Whether the carbon spectrum of this boronic acid can be assigned from one computed geometry, or only after careful averaging over conformers, depends on two sizes. Among ring carbons with comparable substituents, one bonded to nitrogen lies about 20 ppm above one that isn't. Turning round one OH group on boron changes a carbon shift by about 1 ppm at most. The first effect sorts the ring carbons into two pairs, and substituents set the order within each pair. The change of conformer can be treated as a small correction.

GIAO shifts of (3-acetylpyridazin-4-yl)boronic acid without solvent, PBE0/6-31G(d) on GFN2-xTB geometries (PySCF 2.14.0, tblite 0.8.0), given as reference shielding minus that here. The average over both conformers uses Boltzmann weights at 298.15 K from PBE0-D3(BJ)/6-31G(d) energies and GFN2-xTB free-energy terms. Each H has the number of the atom bearing it.

| atom | nucleus | count | reference | shift in conformer 1 (ppm) | shift in conformer 2 (ppm) | averaged shift (ppm) |
| --- | --- | --- | --- | --- | --- | --- |
| 1 | 13C | 1 | TMS | 25.4 | 26.1 | 25.4 |
| 2 | 13C | 1 | TMS | 195.3 | 194.6 | 195.3 |
| 4 | 13C | 1 | TMS | 152.9 | 153.3 | 152.9 |
| 5 | 15N | 1 | NH3 | 409.3 | 409.4 | 409.3 |
| 6 | 15N | 1 | NH3 | 404.9 | 403.2 | 404.9 |
| 7 | 13C | 1 | TMS | 144.1 | 143.8 | 144.1 |
| 8 | 13C | 1 | TMS | 122.6 | 122.6 | 122.6 |
| 9 | 13C | 1 | TMS | 133.7 | 134.8 | 133.7 |
| 10 | 11B | 1 | BF3.OEt2 | 22.5 | 22.0 | 22.5 |
| 1 | 1H | 3 | TMS | 3.0 | 2.9 | 3.0 |
| 7 | 1H | 1 | TMS | 9.5 | 9.4 | 9.5 |
| 8 | 1H | 1 | TMS | 7.4 | 7.5 | 7.4 |
| 11 | 1H | 2 | TMS | 3.7 | 3.1 | 3.7 |

**The molecule and its numbering**

The molecule is a pyridazine, a six-membered aromatic ring with two adjacent nitrogens. Going round the ring, the atoms are C4, N5, N6, C7, C8 and C9. C4 carries the acetyl group, C9 carries the boronic acid group, and C7 and C8 each carry a hydrogen. A hydrogen has the number of the atom that bears it, except that the row for hydrogen 11 is the mean over both OH protons. A larger shift means a less shielded nucleus, and shifts are compared here only between nuclei with the same reference.

**Why counting resonance forms is not enough**

The resonance picture of an azine says that nitrogen draws π electrons from the ring positions ortho and para to it and leaves the meta positions nearly untouched. Applied to this ring, the rule gives a tie. C4 and C7 are each ortho to one nitrogen and meta to the other. C8 and C9 are each para to one nitrogen and meta to the other. Every ring carbon thus has one nitrogen that withdraws π charge from it and one that hardly does.

The computed shifts are far from a tie. Between the two CH carbons, C7 lies 21.5 ppm above C8. Between the two substituted carbons, C4 lies 19.2 ppm above C9. The gap appears once with hydrogens on both carbons and once with larger groups on both, so it belongs mainly to the position in the ring and not to one particular substituent.

What the count leaves out is the direct bond to nitrogen. C4 and C7 have one, while C8 and C9 are bonded only to carbon within the ring. Nitrogen is the more electronegative partner and pulls charge through the σ bond, an effect that fades quickly with each further bond. The carbon keeps less charge, and its remaining 2p electrons are held closer to the nucleus.

Closer 2p electrons matter because of the paramagnetic part of the shielding. A magnetic field mixes occupied with empty orbitals, and the resulting currents usually deshield a carbon or nitrogen nucleus. In a rough form,

$$\sigma_{\mathrm{para}}\propto-\frac{\langle r^{-3}\rangle}{\Delta E},$$

where $r$ is the distance of the 2p electrons from the nucleus and $\Delta E$ is a typical excitation energy. Contracted 2p orbitals raise the numerator. The nitrogen lone pairs also extend a little onto the adjacent carbons, so their low-lying excitations add to the effect there. This is an argument from theory; the table shows the gap but doesn't divide it between the two contributions. Nor does it exclude a share from the π electrons, because the count treats ortho and para as equal, while nitrogen may draw more charge from the ortho carbons.

**Substituents set the order within each pair**

Within each pair, the carbon bearing the larger group has the higher shift. C4 with its acetyl group lies 8.8 ppm above C7, and C9 with its boron lies 11.1 ppm above C8. Both differences are about half the size of the position effect, which is why the order is C4, C7, C9, C8. They aren't pure effects of acetyl and boron, because the two groups sit on neighbouring carbons and each also acts on the carbon next door.

This gives a way to read a similar ring. First ask which carbons are bonded to nitrogen, and then which of them carry a substituent, and of what kind. Acetyl and boron go with a higher shift here, but some groups, such as iodine, lower the shift of the carbon they sit on. Others, such as methoxy, can raise it by more than the position effect and so overturn the first sorting. Where the resonance count isn't tied, it has to be put back in: in pyridine it helps to explain why the carbon meta to nitrogen has a lower shift than the para carbon.

**The same order on a smaller scale**

The ring protons repeat the pattern. H7, on the carbon next to nitrogen, lies 2.1 ppm above H8, about a tenth of the gap between their carbons. A proton has no 2p shell of its own, so the large paramagnetic term that spreads the carbon shifts is nearly absent. What remains is mostly the loss of electron density and the field of the nearby nitrogen with its lone pair.

The nitrogens show the opposite extreme, with shifts of just over 400 ppm relative to ammonia. Their lone pairs lie in the ring plane, and the field mixes them readily with the empty π* orbitals. Because the two lone pairs are adjacent, they repel and split, which raises the upper combination and makes $\Delta E$ smaller still. Ammonia has a lone pair but no low-lying π* orbital. In a protic solvent, hydrogen bonds would stabilise the lone pairs and lower these shifts, so the values for the isolated molecule shouldn't be carried over directly.

**Why the second conformer hardly shows**

The two conformers look more different on paper than they are. The boronic acid group is twisted by −89° against the ring in one and by 94° in the other, but a mirror image has exactly the same shifts. Reflecting the second conformer turns 94° into −94°, practically the twist of the first. The acetyl group also keeps its orientation to within about 10°.

The real difference is one OH group. In conformer 1 one OH hydrogen points towards the other boronic oxygen and the other points away. In conformer 2 both point inwards, where they crowd each other. The ring and its bonds to nitrogen stay the same, so the main cause of the carbon order is present in both structures. The largest carbon change, at C9, is under 4 % of the full spread of the ring carbons.

The populations reduce the effect further. If $\delta_1$ and $\delta_2$ are the shifts in the two conformers and $w_2$ is the fraction of the second, the average is

$$\bar\delta=\delta_1+w_2(\delta_2-\delta_1).$$

For N6, which changes most, $w_2=0.021$ and the change is −1.7 ppm. The average therefore moves by $0.021\times(-1.7)\approx-0.04$ ppm, too little to alter the printed digit. This is how the average is defined, so the agreement in the table is no test of the populations.

The populations themselves deserve some caution. They imply a free-energy gap of 2.3 kcal/mol, which rests on PBE0 energies and thermal terms, whereas the GFN2-xTB energies alone differ by only 0.27 kcal/mol. Equal populations make a useful stress test: no carbon average would then move by more than 0.55 ppm, and the order of the ring carbons would stand. The test covers these two structures only. A third was set aside on its GFN2-xTB energy alone, and the disagreement just described makes that choice less secure.

**The rows that need separate treatment**

The two acetyl carbons stand outside the ring order. The carbonyl carbon, at 195.3 ppm, has lost charge to its oxygen and has a low-lying π* orbital, so its paramagnetic term is large. The methyl carbon, at 25.4 ppm, has only single bonds and no such orbital of its own, so its term is much smaller.

The OH signal is the one proton signal for which the conformer matters. It drops by 0.6 ppm when both hydrogens point inwards, more than a quarter of the gap between the two ring protons. That is reasonable, since the OH group is the part that turns. The computed 3.7 ppm also belongs to a lone molecule: in a solvent that accepts hydrogen bonds, arylboronic OH protons appear much further downfield, roughly near 8 ppm. This row should not be used for assignment.

N6 changes by −1.7 ppm between the conformers, while N5 changes by only 0.1 ppm. N6 is para to the carbon that bears boron. A possible cause is that the turned OH dipole shifts π charge along that axis of the ring, but this is a guess.

Boron, at 22.5 ppm, lies below the rough 28 to 30 ppm usual for arylboronic acids with three-coordinate boron. The geometry suggests a reason. The acetyl oxygen is on the boron side, and the twist of the B(OH)₂ group turns the empty boron p orbital into the ring plane, towards that oxygen. Partial donation from oxygen to boron would increase the shielding, but an error in the computed reference could also lower the value, so donation remains a suggestion.

For the assignment, either of the two computed geometries alone gives the same order of the ring carbons at this level of theory. The shifts are unscaled and come from a small basis set, so the order and the large gaps deserve more trust than the absolute values. C9 needs care in a measured spectrum for a different reason: a carbon bonded to boron is often broadened, sometimes until it can't be seen. The differences and conformer effects used here are listed in the printed output below.

Numerical output:

```
CH carbons: C7 (bonded to N) less C8 (not bonded to N), ppm: 21.5
substituted carbons: C4 (bonded to N) less C9 (not bonded to N), ppm: 19.2
carbons bonded to N: C4 (acetyl) less C7 (H), ppm: 8.8
carbons not bonded to N: C9 (boron) less C8 (H), ppm: 11.1
full spread of the four ring carbons, ppm: 30.3
ring protons: H7 less H8, ppm: 2.1
nitrogens: N5 less N6, ppm: 4.4
carbonyl carbon less methyl carbon, ppm: 169.9
effect of the second conformer:
  row  conformer 2 less 1 (ppm)  move of average at 2.1 % (ppm)  move at equal weights (ppm)
    1                       0.7                          0.0147                         0.35
    2                      -0.7                         -0.0147                        -0.35
    4                       0.4                          0.0084                          0.2
    5                       0.1                          0.0021                         0.05
    6                      -1.7                         -0.0357                        -0.85
    7                      -0.3                         -0.0063                        -0.15
    8                         0                               0                            0
    9                       1.1                          0.0231                         0.55
   10                      -0.5                         -0.0105                        -0.25
    1                      -0.1                         -0.0021                        -0.05
    7                      -0.1                         -0.0021                        -0.05
    8                       0.1                          0.0021                         0.05
   11                      -0.6                         -0.0126                         -0.3
largest carbon change between conformers, ppm: 1.1
that change as share of the ring-carbon spread, %: 3.63
OH change as share of the gap between the ring protons, %: 28.57
number of signals whose average equals conformer 1 as printed: 13
free-energy gap implied by the weights at 298.15 K, kcal/mol: 2.276
```
